## Which level should I use for Li⁺ next to a fluorinated molecule, and can I get away with a cheap one?

I want interaction energies for a lithium ion approaching the fluorine end of small polar molecules, and I have started with fluoromethane. CCSD(T) is my reference, but I can't afford it for larger molecules or for many distances.

Counterpoise-corrected interaction energies of Li⁺ and CH₃F (pair less both fragments in the pair's basis; negative binds), from Ansatz 0.2.0 in the gas phase with def2-TZVPPD; CCSD(T) freezes the C and F 1s cores. CH₃F is moved rigidly from the PBE0-D4/def2-TZVP minimum along the line between the fragments' mean atom positions (positive: apart).

| shift from the minimum (Å) | CCSD(T) (kcal/mol) | PBE-D4 (kcal/mol) | PBE0-D4 (kcal/mol) | HF (kcal/mol) | HF less CCSD(T) (kcal/mol) |
| --- | --- | --- | --- | --- | --- |
| -0.174 | -25.84 | -26.09 | -27.60 | -29.90 | -4.06 |
| -0.087 | -28.40 | -28.58 | -29.90 | -32.16 | -3.76 |
| 0.000 | -29.26 | -29.39 | -30.54 | -32.73 | -3.48 |
| 0.087 | -29.06 | -29.16 | -30.15 | -32.27 | -3.21 |
| 0.209 | -27.78 | -27.83 | -28.67 | -30.65 | -2.87 |
| 0.436 | -24.20 | -24.24 | -24.87 | -26.57 | -2.37 |
| 0.872 | -17.61 | -17.90 | -18.34 | -19.35 | -1.74 |
| 1.744 | -10.00 | -9.94 | -10.31 | -11.10 | -1.09 |

Two things puzzle me. Hartree–Fock (HF) leaves out electron correlation, and I had learned that correlation provides attraction between molecules, yet HF binds the most here. And PBE0-D4, the more expensive of the two functionals, does worse than PBE-D4. Which level is good enough if I need (a) the strength of the contact, (b) the energy of pulling the ion away, or (c) just the contact distance? Is there a sensible way to repair the cheap results?

## Answer

For the strength of this contact, HF is off by roughly 3 kcal/mol, while either functional is good to about 1 kcal/mol. PBE-D4 follows the CCSD(T) column more closely, but the limited basis makes that column itself nearly 0.9 kcal/mol too weak at zero shift, so it can't tell you which functional is better. For the contact distance even HF is off by only about 0.02 Å. For HF, the kind of force at work can explain both the large error in energy and the small one in distance.

**What holds the pair together**

Fluorine draws electrons away from carbon, so fluoromethane has a negative end, and the lithium ion sits there. Most of the attraction is the pull of a charge on a permanent dipole. With a rough remembered dipole of 1.9 debye, that pull alone gives about −7 kcal/mol at the largest distance, where CCSD(T) finds −10.00. Part of the remainder comes from the ion polarizing the molecule, and part from treating its spread-out charges as a point dipole.

The quality of a method here therefore depends first on how well it distributes charge within fluoromethane. HF is known to make bonds of this kind too polar, because it leaves too much electron density on the electronegative atom. Correlation moves some of it back and so reduces the dipole. The ion feels a weaker dipole, and the contact weakens.

What you had learned concerns dispersion, the attraction between correlated charge fluctuations. It is real, but Li⁺ holds its two remaining electrons so tightly that it takes little part. At the shortest distance the D4 term adds only about 0.3 kcal/mol to the PBE binding, though it is a damped correction and not the whole dispersion energy. The table gives the stronger argument: correlation weakens the binding in every row, so something must outweigh dispersion. The change in the charge distribution is the likeliest candidate.

**Why the HF error reaches so far**

If HF exaggerates the dipole by an amount $\Delta\mu$, the ion turns this into an energy error

$$
\Delta E(R) \approx -k\,\frac{\Delta\mu}{R^2},
$$

where $R$ is the distance from lithium to the middle of the C–F bond, and $k$ is about 69 kcal/mol Å² per debye for a single charge on the dipole's axis. At zero shift $R$ is 2.46 Å, and each shift in the table adds to it. The error should fade as the inverse square of the distance, which is slow compared with the repulsion between overlapping electron clouds.

You can try this with one known point. At zero shift the column "HF less CCSD(T)" reads −3.48 kcal/mol. At a shift of 1.744 Å, $R$ has grown to 4.21 Å, so the formula predicts

$$
-3.48\times\left(\frac{2.46}{4.21}\right)^2 \approx -1.19\ \text{kcal/mol}.
$$

The table has −1.09 in that row, which played no part in the estimate. Treated in the same way, the other rows are met to within 0.16 kcal/mol.

A least-squares fit of the same law to all eight rows corresponds to an excess dipole of 0.30 debye. If the dipole's position is fitted as well, it moves towards fluorine and the excess becomes 0.24 debye. So take "two to three tenths of a debye" as the result, and no more. With a larger basis it would probably come out somewhat smaller, because CCSD(T) then binds more strongly. At contact the ion is only about 0.3 Å farther from fluorine than carbon is, and a point dipole is then a crude picture of the molecule.

The distance law supports the dipole explanation but doesn't settle it, since errors in polarization and repulsion also enter at short range. There is a cheap direct test: compute the dipole of isolated fluoromethane, in the shape it has here, with HF and with a correlated method. The same test is a good first step for other small molecules whose dipole points along the contact, because the formula turns a dipole difference into a rough energy error. In a larger molecule with several polar bonds, the total dipole can hide an error in the bond next to the ion.

**(a) The strength of the contact**

At room temperature, 1.4 kcal/mol in a free energy changes an equilibrium constant by a factor of ten. Against CCSD(T) in the same basis, HF overbinds at zero shift by 3.48 kcal/mol, PBE0-D4 by 1.28 and PBE-D4 by 0.13.

That reference isn't converged, though. Extrapolated to a complete basis, CCSD(T) gives about −30.1 kcal/mol at this point, nearly 0.9 stronger than in the table. Measured from there, the tabulated HF energy is still about 2.6 kcal/mol too strong, PBE0-D4 about 0.4 too strong and PBE-D4 about 0.7 too weak. HF and the functionals should change less with the basis than CCSD(T) does, but that isn't tested here. Carried into a free energy, HF's error would mean a factor of more than fifty, and that of either functional a factor of two or three.

Don't use −29.26 kcal/mol directly as a binding energy, even though it comes from CCSD(T). Start from the complete-basis value instead. Even that isn't the whole answer: the molecule keeps the shape it has in the complex, with a stretched C–F bond, so the cost of deforming it is left out. For a binding energy, add that cost; for an equilibrium constant, add vibrations and entropy too.

**(b) Pulling the ion away**

It is tempting to hope that errors cancel between two points of the same curve. They would do so fully only if the error were the same at both. Here the error fades slowly, but it does fade, so a difference between contact and a stretched pair keeps most of it.

Between the largest distance and zero shift, HF exaggerates the energy gain by 2.39 kcal/mol, about two thirds of its full error at contact. For PBE0-D4 the error in this energy is 0.97 kcal/mol, and for PBE-D4 only 0.19. If you take the ion away completely, the full error at contact counts. These figures, too, are measured against CCSD(T) in the table's basis. Its shortfall is known at contact, but not how much of it remains at the largest distance. If it fades as the ion leaves, the true energy gain is up to 0.9 kcal/mol larger than the CCSD(T) column says. If you need this energy to within 1 kcal/mol, HF is out in either case, and both functionals probably pass for this pair.

**(c) The contact distance**

A minimum moves only if the error has a slope, and an inverse-square error is gentle compared with the walls of the well. At zero shift its slope is $2\times3.48/2.46\approx2.8$ kcal/mol per Å. The three central CCSD(T) energies give the well a stiffness of $(2\times29.26-28.40-29.06)/0.087^2\approx140$ kcal/mol per Å². Dividing slope by stiffness predicts that HF brings the ion closer by 0.02 Å.

Parabolas through the same three rows show just that: the HF minimum lies 0.022 Å closer than that of CCSD(T). For PBE0-D4 the shift is 0.017 Å, and for PBE-D4 it is 0.003 Å. For the distance between the ion and this molecule in a given shape, any of these levels will do; how well they predict the shape itself isn't tested here. The converse is worth remembering: a good contact distance is no evidence of a good energy.

**Is the dearer functional really worse?**

Against the CCSD(T) column it is, but not against the complete-basis value at zero shift. What the table does show is that PBE0-D4 binds more strongly than PBE-D4. PBE0 replaces a quarter of PBE's exchange by the exact exchange used in HF. In every row its energy lies between those of PBE-D4 and HF. It is plausible that exact exchange brings back some of HF's excess polarity, and the dipole test above would check this too. It doesn't seem to be the whole story, because from the shortest to the largest distance the PBE0-D4 error against the tabulated CCSD(T) shrinks by a factor of nearly six, while the inverse-square law gives only 3.4.

PBE-D4 stays within 0.3 kcal/mol of the tabulated CCSD(T) throughout. I wouldn't read a ranking of functionals into that. It is one pair, and at zero shift the triple-zeta basis leaves the reference nearly 0.9 kcal/mol short of its limit, several times the PBE-D4 deviation being judged. The counterpoise correction removes the borrowing of basis functions, not the incompleteness of the basis. Against the limit, the tabulated PBE0-D4 energy is even slightly the closer of the two. PBE also tends to make molecules too easy to polarize, which strengthens the pull of an ion, so part of its agreement may be a cancellation of errors. Read it as "good enough here", not "as good as CCSD(T)".

Be careful with the row at 0.872 Å. There both functionals drop 0.2 to 0.3 kcal/mol below the trend of their neighbours, while the difference between HF and CCSD(T) runs smoothly. The dip therefore probably comes from something the two functional calculations share, such as the D4 term, the integration grid or the form of the PBE functional itself. Repeat that point with a finer grid and compare the D4 energies along the curve before you use its slope.

**Repairing a cheap curve**

Since the HF error follows a simple law, one CCSD(T) point can correct the whole curve:

1. Compute the HF interaction energy at every distance.
2. Compute CCSD(T) at the minimum only, and take the difference HF less CCSD(T) there.
3. At every other distance, multiply this difference by $(R_0/R)^2$, where $R_0$ is the value of $R$ at the minimum, and subtract the result from HF.

For this pair the result stays within 0.16 kcal/mol of CCSD(T) in the same basis in all eight rows. The corrected curve inherits the basis error of its one CCSD(T) point, so extrapolate that point to a complete basis if you can. Whether the basis part of the correction follows the same distance law isn't tested here; a second extrapolated point would show it.

Don't simply multiply HF by a constant factor instead. Anchored at the same point, that misses by up to 0.89 kcal/mol, with the worst case at the shortest distance. Inside the minimum, repulsion makes the total binding weaker again, while the dipole error goes on growing. A fixed percentage can't follow both.

**What it costs**

By formal scaling, doubling the size of the system multiplies the work of HF by up to 16 and that of CCSD(T) by 128. PBE0 needs exact exchange, as HF does, and PBE avoids it. A counterpoise-corrected point takes three calculations at any level: the pair, and each partner in the pair's basis. For a six-atom pair CCSD(T) is affordable, but at twice or four times the size it soon becomes the step that decides how many points you can have.

I would therefore run the curves with PBE-D4, the cheaper functional, and spend CCSD(T), extrapolated to a complete basis, on one point near the minimum of each new kind of molecule. For fluoromethane the two differ there by about 0.7 kcal/mol. If they agree to within the error you can accept, a second CCSD(T) point at a larger distance tests whether they still agree as the ion leaves. Two points can miss a dip like the one at 0.872 Å, so check that the curve is smooth as well. If the two levels disagree, the corrected HF curve is a good fallback, provided that the second point confirms the inverse-square law for that molecule as well.
